**Nb 3d hyperfine constants: which level of theory is enough**

The field that an electron's orbit and spin make at the nucleus scales as $\langle r^{-3}\rangle$, hence as $Z_\mathrm{eff}^3$, while relativistic corrections for the 3d electron of niobium are of order $(Z\alpha)^2$ with a charge between $Z_\mathrm{eff}\approx27$ and the bare 41, that is 0.04 to 0.09 times coefficients below one, and they partly cancel. An error of 10% in $Z_\mathrm{eff}$ therefore costs some 30% in $A$, and neglecting relativity costs at most a few per cent. The sizes to remember, all relative to Dirac-Hartree-Fock, are a factor of 2.6 for Slater screening, 4% for each 3d electron miscounted, 0.8 to 1.6% for non-relativistic Hartree-Fock, and 0.3% for the latter with a calibrated scale factor.

Niobium atom and ions, computed with B-spline radial atomic code 1 at the basis-set limit. The level is Dirac-Coulomb Hartree-Fock (nl average, Fermi nucleus), except for <r⁻³>, which is from non-relativistic Hartree-Fock (configuration average, point nucleus). A/g_I is the hyperfine constant of one electron in the orbital over g_I = μ/(I μ_N), also for closed shells.

| species | Z | charge (e) | electrons | configuration | A(3d3/2)/g_I (MHz) | A(3d5/2)/g_I (MHz) | A(3d3/2)/A(3d5/2) | <r⁻³>(3d), non-rel. (bohr⁻³) | small weight (3d3/2) |
| --- | --- | --- | --- | --- | --- | --- | --- | --- | --- |
| Nb | 41 | 0 | 41 | [Kr] 4d4 5s1 | 7745 | 3232 | 2.397 | 49.98 | 0.000992 |
| Nb+ | 41 | 1 | 40 | [Kr] 4d4 | 7745 | 3232 | 2.396 | 49.98 | 0.000992 |
| Nb2+ | 41 | 2 | 39 | [Kr] 4d3 | 7745 | 3232 | 2.396 | 49.98 | 0.000992 |
| Nb3+ | 41 | 3 | 38 | [Kr] 4d2 | 7747 | 3233 | 2.396 | 50.00 | 0.000992 |
| Nb4+ | 41 | 4 | 37 | [Kr] 4d1 | 7751 | 3235 | 2.396 | 50.03 | 0.000993 |
| Nb5+ | 41 | 5 | 36 | [Ar] 3d10 4s2 4p6 | 7760 | 3238 | 2.396 | 50.08 | 0.000994 |
| Nb6+ | 41 | 6 | 35 | [Ar] 3d10 4s2 4p5 | 7782 | 3248 | 2.396 | 50.22 | 0.000996 |
| Nb7+ | 41 | 7 | 34 | [Ar] 3d10 4s2 4p4 | 7808 | 3259 | 2.396 | 50.39 | 0.000999 |
| Nb8+ | 41 | 8 | 33 | [Ar] 3d10 4s2 4p3 | 7838 | 3272 | 2.396 | 50.58 | 0.00100 |
| Nb9+ | 41 | 9 | 32 | [Ar] 3d10 4s2 4p2 | 7872 | 3286 | 2.396 | 50.79 | 0.00101 |
| Nb10+ | 41 | 10 | 31 | [Ar] 3d10 4s2 4p1 | 7910 | 3302 | 2.396 | 51.02 | 0.00101 |
| Nb11+ | 41 | 11 | 30 | [Ar] 3d10 4s2 | 7951 | 3319 | 2.395 | 51.28 | 0.00101 |
| Nb12+ | 41 | 12 | 29 | [Ar] 3d10 4s1 | 7998 | 3339 | 2.395 | 51.57 | 0.00102 |
| Nb13+ | 41 | 13 | 28 | [Ar] 3d10 | 8048 | 3361 | 2.395 | 51.88 | 0.00102 |
| Nb14+ | 41 | 14 | 27 | [Ar] 3d9 | 8364 | 3495 | 2.393 | 53.92 | 0.00106 |
| Nb15+ | 41 | 15 | 26 | [Ar] 3d8 | 8689 | 3633 | 2.392 | 56.02 | 0.00109 |
| Nb16+ | 41 | 16 | 25 | [Ar] 3d7 | 9024 | 3775 | 2.390 | 58.17 | 0.00112 |

$A/g_I$ is the magnetic hyperfine constant of one 3d electron of angular momentum $j$, divided by the nuclear $g$ factor; the small weight is the share of the 3d$_{3/2}$ norm in the small Dirac component. The 3d shell is full from Nb to Nb13+, where these values are orbital properties and the shell gives no net field. In Nb to Nb4+ the open d shell is 4d, and in Nb3+ the same run gives 599 MHz for 4d$_{3/2}$, 13 times less than for 3d$_{3/2}$. Nb14+ to Nb16+ have an open 3d shell but are configuration averages, not levels.

**The non-relativistic formula.** The orbital and spin-dipolar fields (with $g=2$) share the radial factor $r^{-3}$. Projected on $\mathbf j$ they add to

$$\frac{A_j}{g_I}=K\,\frac{l(l+1)}{j(j+1)}\,\langle r^{-3}\rangle,\qquad K=\frac{\mu_0}{4\pi}\,\frac{2\mu_B\mu_N}{h\,a_0^3}=95.41\ \text{MHz bohr}^3 .$$

For $l=2$ the angular factors are $6/3.75$ and $6/8.75$, which gives 152.66 and 65.42 MHz bohr³ and a ratio of exactly $7/3=2.333$. For Nb16+, $152.66\times58.17=8880$ MHz against the Dirac 9024 (1.6% low), and $65.42\times58.17=3805$ MHz against 3775 (0.8% high). Nothing is fitted in this estimate. The signs hold in every row: $j=3/2$ is low by 1.5 to 1.6%, $j=5/2$ high by 0.8 to 1.2%, far above the table's rounding of about 0.02%. The rise along the series is almost wholly radial: $\langle r^{-3}\rangle$ grows by 16.4% from Nb to Nb16+, the two constants by 16.5% and 16.8%.

**The charge state.** A uniformly charged spherical shell shifts the potential inside it and exerts no force there, so charge outside an orbital changes its energy and leaves its shape. The same calculation puts the mean radii in Nb3+ at 0.43 bohr for 3d, 1.15 for 4s, about 1.3 for 4p and 1.7 for 4d. Accordingly $A(3d_{3/2})$ rises per electron removed by nothing visible for 5s, 0.05% for 4d, 0.4% for 4p, 0.6% for 4s and 3.9% for 3d, where the electrons screen one another directly. The outer-shell figures are averages over different charge ranges, and the remaining outer shells contract as the ion is stripped: within 4p the step grows from 0.28 to 0.52%, and the first 4s step continues at 0.59%, so much of the spread reflects charge as well as shell. From Nb8+ to Nb13+ the non-relativistic 3d level deepens by 36% while $\langle r^{-3}\rangle$ gains 2.6%. The neutral value may thus be reused within 0.2% up to Nb5+, is 3.8% low at Nb13+ and 14% low at Nb16+. By the same argument, removing the next 3d electron should add close to 4% again.

**The hydrogen-like ion as analogy.** A one-electron 3d orbital has $\langle r^{-3}\rangle=Z^3/405$. Read backwards, the table gives $Z_\mathrm{eff}=27.25$ for Nb and 28.67 for Nb16+, with 0.36 gained per 3d electron removed, close to Slater's 0.35. The analogy is good for such increments and bad for the absolute size. Slater's rules count all 18 inner electrons as full screens and give 19.85 for 3d¹⁰, which leaves $A$ 62 to 63% low in the three rows checked. The radii show why: in Nb3+ the 3s and 3p orbitals lie at about 0.44 bohr, no further in than 3d, and cannot screen it fully; $r^{-3}$ moreover weights the inner, less screened flank. Nor does one charge describe the orbital. The hydrogenic mean radius $10.5/Z$ applied to Nb13+ gives $10.5/0.4209=24.9$, against 27.59 from $\langle r^{-3}\rangle$.

**What the Dirac level adds.** Let $f_j$ be the Dirac $A$ over the non-relativistic one. The data give $f_{3/2}$ between 1.015 and 1.016, and $f_{5/2}$ drifting from 0.988 to 0.992. Standard theory names three contributions. Spin-orbit coupling draws $j=3/2$ in and pushes $j=5/2$ out; in Nb3+ their mean radii are 0.4296 and 0.4330 bohr. The Dirac $\langle r^{-3}\rangle$, 3.75% above and 0.76% below the non-relativistic value, is no clean measure of this: it holds all three contributions and, for $j=3/2$, a p-like small component that $r^{-3}$ weights heavily. Direct relativistic contraction raises both. The contracted s and p shells screen the d electron better and lower both. The table does not separate these, but a comparison supports the third: the exact hydrogenic Dirac factors at $Z_\mathrm{eff}$ of Nb average, with weights $2j+1$, to $0.4\times1.0161+0.6\times1.0049=1.009$, whereas the computed average is 0.999, and a one-electron ion has no way to bring $f_{5/2}$ below 1. The gap of 1% probably understates the screening: the ratio below asks for a charge near the bare 41, whose factors 1.0370 and 1.0111 average to 1.021, so the near-unity mean looks like two effects of about 2% cancelling. The two levels also differ in the nucleus. That should be negligible, since a d orbital vanishes steeply at the origin; the vacuum-polarisation shift of 3d in Nb3+, below $10^{-6}$ eV against 2 eV for 1s, shows how little the orbital feels that region.

A common screening factor cancels in the ratio of the two constants, and there simple scaling fails. The excess over $7/3$ is 2.7% in Nb and 2.4% in Nb16+; the step from 2.397 to 2.396 between Nb and Nb+ is rounding, but the overall fall is real. The small weight, roughly $\langle p^2\rangle/4c^2$ and so a direct measure of $(Z_\mathrm{eff}\alpha)^2$, rises by 13% over the same rows. The hydrogenic ratio at $Z_\mathrm{eff}$ is only 2.36, and even the bare nucleus gives 2.393, which rows Nb to Nb13+ exceed. Part of this is a stronger force: the non-relativistic $\zeta(3d)$ of Nb13+, divided by $\alpha^2\langle r^{-3}\rangle/2$, gives a charge some 14% above $Z_\mathrm{eff}$, too little to double the excess. For the rest, my guess is that an orbital in a screened potential yields more readily to the spin-orbit force than a hydrogenic one and stiffens as the ion is stripped. The 4d ratio of 2.401 in Nb3+ fits that, but it is one row.

**Shortcuts between the levels.** Multiplying by hydrogenic Dirac factors brings $j=3/2$ within 0.2% in the three rows checked and makes $j=5/2$ worse than no correction (1.7% high instead of 1.2% in Nb), so it is not a safe repair; the agreement for $j=3/2$ is best read as a direct factor that is too small offsetting the omitted screening. Putting the Dirac $\langle r^{-3}\rangle$ into the non-relativistic formula overshoots in Nb3+ by 2.2% and 0.4%, with a ratio of 2.439. The relativistic operator is the cross integral $\int PQ\,r^{-2}dr$ of large and small components, which reduces to $\langle r^{-3}\rangle$ only at lowest order. One mean factor per $j$, taken over all 17 rows (1.0154 and 0.9892), does better: the worst errors are 0.08% and 0.27%, both at Nb16+, which is part of the fit. Since $f_{5/2}$ drifts as 4p, 4s and then 3d empty, the factors should not be carried to higher charge, to other shells or to other elements. The row-by-row errors stand in the printed output below.

**Choice and cost.** For trends with charge, or any purpose content with 2%, non-relativistic Hartree-Fock for the right ion is enough, and choosing the ion matters more than the Hamiltonian from Nb8+ ($j=5/2$) or Nb9+ ($j=3/2$) on. For the ratio of the two $j$, or anything below 1%, Dirac-Hartree-Fock is needed, or within this series factors calibrated on it, because the non-relativistic ratio is fixed at $7/3$. The price is mild: Nb3+ has 9 radial functions without relativity and 14 orbitals of two components, 28 functions, with it, so a few times the work by counting alone.

These errors measure distance from Dirac-Hartree-Fock, not from experiment. The Breit interaction is absent from $A$; it shifts the 3d$_{3/2}$ energy of Nb3+ by 0.19%, which is no estimate for $A$ but warns against trusting the fourth digit. For a measured level of Nb14+ to Nb16+, term coupling, correlation and core polarisation are missing. An open d shell polarises the s shells and creates a contact field that neither level contains, and it may well outweigh the 1% step between them.

Output of the analysis:

```
K=95.411 MHz bohr^3; A/<r^-3> NR: 3/2 152.66, 5/2 65.42; NR ratio 2.3333
rounding floor %: A3/2 0.006, A5/2 0.015, r^-3 0.010, ratio 0.021, small weight 0.05-0.50
ion  NRerr3/2% NRerr5/2% f3/2 f5/2 excess% Zeff(r-3) neutral-reuse err% scaledNR err% 3/2,5/2
Nb     -1.49  1.17  1.0151  0.9884  2.73  27.25    0.00   0.03  0.08
Nb+    -1.49  1.17  1.0151  0.9884  2.69  27.25    0.00   0.03  0.08
Nb2+   -1.49  1.17  1.0151  0.9884  2.69  27.25    0.00   0.03  0.08
Nb3+   -1.47  1.18  1.0150  0.9883  2.69  27.26   -0.03   0.05  0.09
Nb4+   -1.47  1.18  1.0149  0.9883  2.69  27.26   -0.08   0.06  0.09
Nb5+   -1.48  1.19  1.0150  0.9883  2.69  27.27   -0.19   0.04  0.10
Nb6+   -1.48  1.16  1.0151  0.9886  2.69  27.30   -0.48   0.04  0.07
Nb7+   -1.48  1.16  1.0150  0.9886  2.69  27.33   -0.81   0.04  0.07
Nb8+   -1.49  1.14  1.0151  0.9888  2.69  27.36   -1.19   0.03  0.05
Nb9+   -1.51  1.12  1.0153  0.9889  2.69  27.40   -1.61   0.01  0.04
Nb10+  -1.54  1.09  1.0156  0.9892  2.69  27.44   -2.09  -0.02  0.00
Nb11+  -1.54  1.08  1.0157  0.9893  2.64  27.49   -2.59  -0.02 -0.00
Nb12+  -1.57  1.05  1.0159  0.9896  2.64  27.54   -3.16  -0.05 -0.04
Nb13+  -1.59  0.99  1.0162  0.9902  2.64  27.59   -3.76  -0.07 -0.10
Nb14+  -1.59  0.94  1.0161  0.9907  2.56  27.95   -7.40  -0.07 -0.15
Nb15+  -1.58  0.88  1.0160  0.9912  2.51  28.31  -10.86  -0.06 -0.20
Nb16+  -1.60  0.81  1.0162  0.9919  2.43  28.67  -14.17  -0.08 -0.27
mean f: 3/2 1.0154, 5/2 0.9892; worst scaled err 0.08% (Nb16+), 0.27% (Nb16+)
(2j+1)-weighted f: 0.9991 (Nb), 1.0006 (Nb13+), 1.0016 (Nb16+); A3/2/<r^-3> 154.93-155.13
total rise %: A3/2 16.51, A5/2 16.80, r^-3 16.39, small weight 12.9
per electron removed: dA3/2 MHz, A3/2 %, A5/2 %, r^-3 %, dZeff
 5s:    0.0  0.000  0.000  0.000  0.000
 4d:    3.8  0.048  0.046  0.050  0.005
 4p:   31.8  0.406  0.413  0.395  0.036
 4s:   48.5  0.608  0.631  0.583  0.053
 3d:  325.3  3.889  3.948  3.888  0.358
3d steps of A3/2 MHz: [316. 325. 335.]  dZeff: [0.357 0.358 0.358] Slater 0.35
Nb: Slater Z 19.85, A3/2 err -62%; Z(small wt) 25.9; excess/small wt 27.5; Z needed for ratio 42.3
  hydrogenic at Zeff: F 1.0161 1.0049, ratio 2.359 (table 2.397), A err 0.10% 1.66%
Nb13+: Slater Z 19.85, A3/2 err -63%; Z(small wt) 26.3; excess/small wt 25.9; Z needed for ratio 41.6
  hydrogenic at Zeff: F 1.0165 1.0050, ratio 2.360 (table 2.395), A err 0.03% 1.49%
Nb16+: Slater Z 20.90, A3/2 err -62%; Z(small wt) 27.5; excess/small wt 21.7; Z needed for ratio 39.9
  hydrogenic at Zeff: F 1.0178 1.0054, ratio 2.362 (table 2.390), A err 0.16% 1.36%
hydrogenic at bare Z: F 1.0370 1.0111, ratio 2.393, excess 2.56%; A err Nb 2.15% 2.29%
Nb3+ 3d: Dirac r^-3 in NR formula err 2.22% 0.42%, ratio 2.439 vs true 2.3964
Nb3+ 4d: Dirac r^-3 in NR formula err 2.39% 0.47%, ratio 2.446 vs true 2.4006
Nb3+ Dirac vs NR r^-3(3d): 3.75% -0.76%; A(3d3/2)/A(4d3/2) 12.9
Nb8+ to Nb13+ NR 3d: |energy| 36.4%, mean radius -1.56%, r^-3 2.57%
Nb3+ Breit shift of 3d3/2 energy: 0.19% (energy only, not A)
radial functions Nb3+: NR 9, Dirac 14 orbitals x 2 = 28, ratio 3.1
```
